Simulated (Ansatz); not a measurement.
Method: DFT PBE, scalar-relativistic, plane waves, PAW (Ansatz). Settings: cutoff 420 eV, Γ-centred meshes spaced at most about 0.3 Å⁻¹, and about 0.25 Å⁻¹ or finer for metals (2π included), Gaussian smearing. No spin polarisation in the final relaxations.

All energies are static (0 K, no zero-point motion).

Compare these two cells of Sn3Te, each relaxed at this level.

A.

```cif
data_structure
_symmetry_space_group_name_H-M 'Pm-3n'
_symmetry_Int_Tables_number 223
_cell_length_a 6.1734
_cell_length_b 6.1734
_cell_length_c 6.1734
_cell_angle_alpha 90.000
_cell_angle_beta 90.000
_cell_angle_gamma 90.000
_cell_volume 235.28
loop_
_atom_site_label
_atom_site_type_symbol
_atom_site_symmetry_multiplicity
_atom_site_Wyckoff_symbol
_atom_site_fract_x
_atom_site_fract_y
_atom_site_fract_z
_atom_site_occupancy
Sn1 Sn 6 c 0.25000 0.00000 0.50000 1
Te1 Te 2 a 0.00000 0.00000 0.00000 1
```

B.

```cif
data_structure
_symmetry_space_group_name_H-M 'P4/mmm'
_symmetry_Int_Tables_number 123
_cell_length_a 3.8267
_cell_length_b 3.8267
_cell_length_c 7.7089
_cell_angle_alpha 90.000
_cell_angle_beta 90.000
_cell_angle_gamma 90.000
_cell_volume 112.89
loop_
_atom_site_label
_atom_site_type_symbol
_atom_site_symmetry_multiplicity
_atom_site_Wyckoff_symbol
_atom_site_fract_x
_atom_site_fract_y
_atom_site_fract_z
_atom_site_occupancy
Sn1 Sn 2 h 0.50000 0.50000 0.75363 1
Sn2 Sn 1 b 0.00000 0.00000 0.50000 1
Te1 Te 1 a 0.00000 0.00000 0.00000 1
```

Problem. Which is lower in energy, and by how much?

Solution. B is lower, by 81 meV/atom. A has the A15 type, space group Pm-3n (No. 223), 29.4 Å³/atom and no gap on its mesh; B has Sn and Te ordered on bcc sites, space group P4/mmm (No. 123), 28.2 Å³/atom and no gap. Counting Sn atoms around Te (those within 1.25 times the shortest such distance or 1.15 times the sum of covalent radii; a plus sign parts nearer from farther groups; the shortest distance is added where it exceeds 1.18 times the sum of covalent radii), A has Te 12 from 3.5 Å and B has Te 8+2 from 3.3 Å. The denser one is the lower, and pressure would at first widen the difference. Even the lower one lies +0.04 eV/atom against the reference forms of the elements (uncorrected), so neither is stable at this level. Both come from invented guesses. A third cell relaxed alike, in Im-3m, lies 118 meV/atom below the lower of the two.

Spin–orbit coupling, which can matter for Te, is left out. Cells relaxed within their symmetry can be saddle points.

The order fits a preference for fewer, shorter Sn–Te contacts over a high coordination number. Bonding between Sn and Te rests mainly on their 5p orbitals, which favour roughly octahedral surroundings, as in rocksalt SnTe. Twelve contacts from 3.5 Å probably give poor p overlap, and the eight from 3.3 Å do somewhat better, though they too are long for Sn–Te bonds. The A15 type also lacks its usual electronic support here, since it is typical of transition-metal compounds with partly filled d bands, whereas the d shells of Sn and Te are full.

The Im-3m cell matters more than the gap between A and B: its energy places it below the elements, so the unfavourable balance found for B belongs to that arrangement and not to the composition. This doesn't make Sn3Te a stable compound, because the decisive competitor is a mixture of SnTe, the established compound of this system at ordinary pressure, and tin, which isn't tested here.
